## Survival probability, dilution factor and participation number: the CO$_2$ Fermi dyad

### Setting and conventions

- Energies are wavenumbers (cm$^{-1}$), times are in fs, and $E/\hbar = 2\pi c\,\tilde\nu$. Rotation and hot bands are ignored.
- The Fermi resonance between $|10^00\rangle$ and $|02^00\rangle$ gives two $\Sigma_g^+$ eigenstates $|\pm\rangle$. From the ground state they are Raman allowed and IR forbidden.
- Approximate inputs: $\tilde\nu_+ \approx 1388.2$, $\tilde\nu_- \approx 1285.4$ cm$^{-1}$, and a typical reduced isotropic Raman intensity ratio $R = I_+/I_- \approx 1.5$. Third figures below are arithmetic on these inputs.
- "Reduced" means $I_n \propto |\langle n|\bar\alpha|0\rangle|^2$, with $\bar\alpha$ the mean polarizability operator and the photon-rate factor $\tilde\nu_0(\tilde\nu_0-\tilde\nu_n)^3$ divided out. At 532 nm that factor favours the lower line by 1.018.
- Splitting $\Delta = 102.8$ cm$^{-1}$, $\omega = 2\pi c\Delta$, beat period $T = 1/(c\Delta) = 324$ fs.
- Bright state $|s\rangle$: the normalised projection of $\bar\alpha|0\rangle$ on the dyad, prepared by an excitation of equal spectral weight at both lines. Its amplitudes are $a_n = \langle n|s\rangle$, with $|a_n|^2 = I_n/\sum_m I_m$.
- Wanted: $P(t) = |\langle s|e^{-iHt/\hbar}|s\rangle|^2$, its long-time average $\sigma$ (dilution factor) and $N_{\rm eff} = 1/\sigma$ (participation number).

### Wrong attempt (line W2 is false, and so is all that follows from it)

**W1.** Amplitudes from the spectrum, phases positive: $a_+ = \sqrt{R/(1+R)} = 0.775$, $a_- = \sqrt{1/(1+R)} = 0.632$.

**W2.** The packet is $\sum_n a_n e^{-iE_nt/\hbar}|n\rangle$, so take $p_n = a_n$ in $P = |\sum_n p_n e^{-iE_nt/\hbar}|^2$.

**W3.** $P_{\rm w}(t) = a_+^2 + a_-^2 + 2a_+a_-\cos\omega t = 1 + 0.980\cos\omega t$.

**W4.** Average: $\sigma_{\rm w} = 1.000$, $N_{\rm eff} = 1.00$. Wrong conclusion: on average nothing leaves the bright state.

### Symptoms

1. $P_{\rm w}(0) = (a_+ + a_-)^2 = 1.980$. A probability cannot exceed 1, and $P(0) = |\langle s|s\rangle|^2 = 1$.
2. The phase of an eigenvector is free. Under $|-\rangle \to -|-\rangle$, $a_-$ changes sign and $P_{\rm w}(0) = (a_+ - a_-)^2 = 0.020$. An observable cannot depend on this choice.
3. $\sigma_{\rm w} = \sum_n a_n^2$ is the normalisation condition. It equals 1 for every spectrum, two lines or two hundred.

**A patch that hides these symptoms (also wrong).** Rescale the moduli to unit sum, $q_n = |a_n|/\sum_m|a_m|$ with $\sum_m |a_m| = 1.407$. Then $q_+ = 0.551$, $q_- = 0.449$, $P(0) = 1$ and $\sigma_q = \sum q_n^2 = 0.505$, which looks plausible. One test remains. The Fourier transform of $\langle s|e^{-iHt/\hbar}|s\rangle$ must return the stick spectrum. The patch returns a line ratio $q_+/q_- = \sqrt R = 1.22$, not the 1.5 put in.

### The faulty line

W2 evolves the ket and omits the projection on the bra. Summing the coefficients with unit weights projects on $\sum_n\langle n|$, which is neither normalised nor $\langle s|$. The correct overlap is

$$A(t) = \langle s|e^{-iHt/\hbar}|s\rangle = \sum_n \langle s|n\rangle e^{-iE_nt/\hbar}\langle n|s\rangle = \sum_n p_n e^{-iE_nt/\hbar},$$

$$p_n = |a_n|^2 = \frac{I_n}{\sum_m I_m},\qquad \sum_n p_n = 1 .$$

Each amplitude enters twice, once in preparation and once in detection. $P = |A|^2$ is quartic in the $a_n$ and free of eigenvector phases.

### Mended calculation

**General spectrum.** With real $p_n$ the sine terms cancel in pairs:

$$P(t) = \sum_{m,n} p_mp_n\cos\frac{(E_m-E_n)t}{\hbar}.$$

*Short times.* Expand the cosine and use $\sum_{m,n}p_mp_n(E_m-E_n)^2 = 2\langle E^2\rangle - 2\langle E\rangle^2 \equiv 2\,\Delta E^2$, averages taken with weights $p_n$:

$$P(t) = 1 - (\Delta E\,t/\hbar)^2 + O(t^4).$$

$\Delta E$ is the standard deviation of the stick spectrum, not a level spacing, and it must be finite.

*Long times.* Terms with $E_m \ne E_n$ average to zero. For non-degenerate levels

$$\sigma = \overline{P} = \sum_n p_n^2 = 1/N_{\rm eff},\qquad 1/N \le \sigma \le 1$$

for $N$ lines. The lower bound is Cauchy–Schwarz, $1 = (\sum p_n)^2 \le N\sum p_n^2$. Degenerate levels count as one line with summed weight.

**Two levels.** Since $p_+^2 + p_-^2 = 1 - 2p_+p_-$,

$$P(t) = 1 - 4p_+p_-\sin^2\frac{\omega t}{2},\qquad \sigma = \frac{1+R^2}{(1+R)^2},\qquad P(T/2) = \left(\frac{R-1}{R+1}\right)^2 .$$

Let $|d\rangle$ be the dyad state orthogonal to $|s\rangle$. In the basis $(s,d)$, with the origin at the dyad centre,

$$H = \begin{pmatrix}\delta/2 & W\\ W & -\delta/2\end{pmatrix},\qquad \Delta^2 = \delta^2 + 4W^2,\qquad p_\pm = \tfrac12\left(1 \pm \frac{\delta}{\Delta}\right).$$

Hence $\delta = (p_+-p_-)\Delta$ and $W^2 = p_+p_-\Delta^2$. Also $\Delta E^2 = \langle s|H^2|s\rangle - \langle s|H|s\rangle^2 = W^2$, so the initial decay is set by the coupling alone.

**Numbers of the model.**

- $p_+ = 0.600$, $p_- = 0.400$, $p_+p_- = 0.240$.
- $P(t) = 1 - 0.960\sin^2(\omega t/2)$. The minimum is 0.040 at $T/2 = 162$ fs, and revival is full at $T$.
- $\sigma = 0.520$, $N_{\rm eff} = 1.92$. The mean population of $|d\rangle$ is 0.480.
- $\Delta E = |W| = 50.4$ cm$^{-1}$, $\hbar/\Delta E = 105$ fs, $\delta = 20.6$ cm$^{-1}$.
- At 30 fs the quadratic law gives 0.919 and the full expression 0.921.

### Size of the error

Percentages come from unrounded values. The patch is the correct theory evaluated at $\sqrt R$ in place of $R$.

| quantity | correct | $p_n = a_n$ | $p_n = q_n$ |
|---|---|---|---|
| $P(0)$ | 1 | 1.980 (98 % high) | 1 |
| $\sigma$ | 0.520 | 1.000 (92 % high) | 0.505 (2.9 % low) |
| $N_{\rm eff}$ | 1.92 | 1.00 (48 % low) | 1.98 (2.9 % high) |
| $P(T/2)$ | 0.040 | 0.020 (49 % low) | 0.010 (74 % low) |
| $\delta$ / cm$^{-1}$ | 20.6 | none | 10.4 (49 % low) |
| $\lvert W\rvert$ / cm$^{-1}$ | 50.4 | none | 51.1 (1.5 % high) |

- The period depends on $\Delta$ only, so a correct beat frequency does not validate the weights.
- Raw amplitudes erase the energy flow: mean transfer 0 instead of 0.480.
- The patch is nearly invisible in $\sigma$, because $\sigma$ is stationary at $R = 1$ and this dyad lies close to that point. The beat minimum and $\delta$ expose it. For an uneven doublet with $R = 9$ the patch gives $\sigma = 0.625$ against 0.820, which is 24 % low.

### Dense manifolds

Take level density $\rho$ (per cm$^{-1}$) and a smooth Lorentzian envelope of full width at half maximum $\Gamma$ (cm$^{-1}$), with $\Gamma\rho \gg 1$:

$$p_n = \frac{L(E_n)}{\rho},\qquad L(E) = \frac{\Gamma/2\pi}{E^2+\Gamma^2/4},\qquad \sigma = \frac1\rho\int_{-\infty}^{\infty}L^2\,dE = \frac{1}{\pi\Gamma\rho}.$$

- In the continuum limit $A = e^{-\pi c\Gamma|t|}$ and $P = e^{-2\pi c\Gamma|t|}$. The variance of $L$ diverges, so the quadratic onset exists only once the wings are cut off.
- Porter–Thomas fluctuations: real amplitudes scatter as independent Gaussians, $p_n = x_n^2L(E_n)/\rho$ with $\langle x^2\rangle = 1$ and $\langle x^4\rangle = 3$. Then $\langle\sigma\rangle = 3/(\pi\Gamma\rho)$, for $N_{\rm eff}\gg1$.
- The slip again gives $\sigma_{\rm w} = 1$. The patch replaces the factor 3 by $\langle x^2\rangle/\langle|x|\rangle^2 = \pi/2 = 1.57$. For the smooth envelope in a window $|E|<\Lambda$ it needs $\sum|a_n| = 2\sqrt{\Gamma\rho/2\pi}\,\operatorname{arsinh}(2\Lambda/\Gamma)$, which grows without bound, so $\sigma_q$ depends on the window and tends to zero.
- Neither dense-manifold formula applies to the dyad. It has no envelope and no ensemble, and $3\sigma = 1.56$ would exceed 1.

### What the dyad numbers refer to

$\sigma = 0.520$ and $N_{\rm eff} = 1.92$ are the model's values for the Raman-prepared state. They are insensitive to the input: $R$ from 1 to 2 moves $\sigma$ from 0.500 to 0.556.

$|s\rangle$ is not pure $|10^00\rangle$, because the overtone has its own polarizability matrix element. Let $r$ be its ratio to that of the fundamental. For exactly equal mixing, $|\pm\rangle = (|10^00\rangle \pm |02^00\rangle)/\sqrt2$, the line amplitudes go as $1\pm r$ and $R = [(1+r)/(1-r)]^2$. A value $r = 0.10$ alone produces $R = 1.5$, so this term can be as large as the whole asymmetry.

Effective-Hamiltonian treatments typically place the two zero-order levels within roughly 10 cm$^{-1}$ of each other. Read as a normal-mode detuning, the model's $\delta$ is therefore too large by a factor of about two or more, and the nearness of the patched $\delta$ to that range is an accident. With a zero-order detuning of at most 10 cm$^{-1}$ and the same $\Delta$, a packet starting in pure $|10^00\rangle$ has $\sigma$ between 0.500 and 0.505 and a beat minimum of at most 0.009.